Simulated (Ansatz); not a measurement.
GeSiH6O: a line through the functionals

GeSiH6O has 9 atoms, charge 0, and is taken as a singlet. As SMILES, `[SiH3][O][GeH3]`. Geometry: relaxed at PBE0-D4/def2-TZVP.

The HOMO–LUMO gap y, in eV, basis def2-SVP; a is the functional's share of exact exchange. Programs: Ansatz 0.2.0.

```
functional  program     a  y (eV)
       PBE   Ansatz     0    6.07
    r2SCAN   Ansatz     0    6.81
     B3LYP   Ansatz   0.2       ?
   r2SCAN0   Ansatz  0.25    8.93
      PBE0   Ansatz  0.25    8.46
     BHLYP   Ansatz   0.5   10.81
```

**Question.** Fit y = c + s·a to the known rows and predict B3LYP.

**Answer.** 
1. Means of the 5 rows: a = 0.2000, y = 8.216.
2. Σ(Δa)² = 0.175, Σ(Δa·Δy) = 1.5365, so the slope is 1.5365/0.175 = 8.78.
3. Intercept: 8.216 − (8.78) × 0.2000 = 6.460. The largest residual of the fit is 0.39.
4. B3LYP: 6.460 + (8.78) × 0.2 = 8.22 eV.

The run gave 8.01 eV, so the prediction is off by +0.21 eV, within the scatter of the fit. Exact exchange lowers occupied levels and raises empty ones. The rows mix families of semi-local functionals, which the line can't see.

The gap widens at every step up in exact exchange, but the share of exchange alone does not fix it: r2SCAN lies above PBE, and r2SCAN0 above PBE0, at equal a. The kinetic-energy density in r2SCAN makes its potential orbital-dependent, which probably opens the gap even without exact exchange. B3LYP, built on gradient-corrected ingredients, falls close to the straight line between PBE and PBE0, which suggests that the overestimate comes largely from the r2SCAN rows pulling the common fit upwards.

The steep slope fits a compact molecule with little electronic screening. The HOMO is probably mainly an oxygen lone pair, and the LUMO a diffuse orbital with Si–H and Ge–H antibonding character. Nonlocal exchange stabilises the former strongly but gives the empty level no comparable attraction, so the orbital gap moves towards the difference between ionisation energy and electron affinity. It should not be read as an optical excitation energy, which also contains the attraction between electron and hole.
